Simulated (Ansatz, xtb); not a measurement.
## Ligand exchange: HBr + SiH3I → SiH4 + IBr

Gas-phase species: HBr (hydrogen bromide), singlet; SiH3I `[SiH3]I`, singlet; SiH4 (silane) `[SiH4]`, singlet; IBr (iodine monobromide), singlet. The partners trade Br for SiH3: H–Br and I–SiH3 bonds give way to H–SiH3 and I–Br.

Shapes, held fixed at every level: PBE0-D4/def2-TZVP. Programs: Ansatz 0.2.0, xtb 6.7.1. The zero-point and thermal change to 298 K, harmonic and unscaled (PBE0-D4/def2-TZVP), is +0.6 kJ/mol.

**What was measured.** Tabulated heats of formation (Active Thermochemical Tables, NIST-JANAF tables): HBr -35.9 (ATcT); SiH3I -2.1 (JANAF); SiH4 +34.3 (JANAF); IBr +40.8 (ATcT) kJ/mol, which give ΔH(298 K) = +113.0 kJ/mol.

| level | kind | ΔH (kJ/mol) | computed − measured |
| --- | --- | --- | --- |
| GFN2-xTB | semi-empirical | +75.6 | -37.4 |
| SPW92/def2-TZVPP | LDA | +122.3 | +9.3 |
| r2SCAN-D4/def2-TZVPP | meta-GGA | +123.5 | +10.5 |
| BHLYP-D4/def2-TZVPP | global hybrid | +118.0 | +4.9 |
| wB97M-V/def2-TZVPP | range-separated hybrid | +121.0 | +8.0 |
| CCSD(T)/def2-SVP | coupled cluster or CI | +126.1 | +13.0 |
| CCSD/def2-SVP | coupled cluster or CI | +127.1 | +14.1 |
| CCSD/def2-TZVPP | coupled cluster or CI | +127.8 | +14.8 |
| CCSD(T)/def2-TZVPP | coupled cluster or CI | +127.3 | +14.3 |

Nearest: BHLYP-D4/def2-TZVPP (+4.9); farthest: GFN2-xTB (-37.4). 3 of 9 levels lie within 10 kJ/mol. The tabulated value of SiH3I is in doubt (older tables, estimates, or at odds with other calculations) and kept here. For atoms past krypton def2 sets carry core potentials with scalar relativity. Relativity is left out for Br. Outer-core shells of Br, I are correlated, in sets that cover them unevenly.

Every level makes the exchange strongly endothermic, in line with the tabulated enthalpies. The main reason is the loss of the polar Si–I bond in favour of I–Br, a weak bond between two large halogens of similar electronegativity, with little ionic stabilisation and repulsion between filled p shells. Replacing H–Br by Si–H recovers too little to compensate.

GFN2-xTB alone falls below the measured value, probably because its parametrisation misjudges the balance between interhalogen and silicon–halogen bonding. The coupled-cluster results span only +126.1 to +127.8 kJ/mol, so neither perturbative triples nor the step between the two basis sets alters the picture much. That narrow spread doesn't establish the basis-set limit, since slowly converging correlation in I–Br could still leave the reaction too endothermic. An SiH3I enthalpy of formation that is too high would shift the comparison in the same direction, so the close match of BHLYP-D4 is no evidence that it describes these bonds better than coupled cluster.
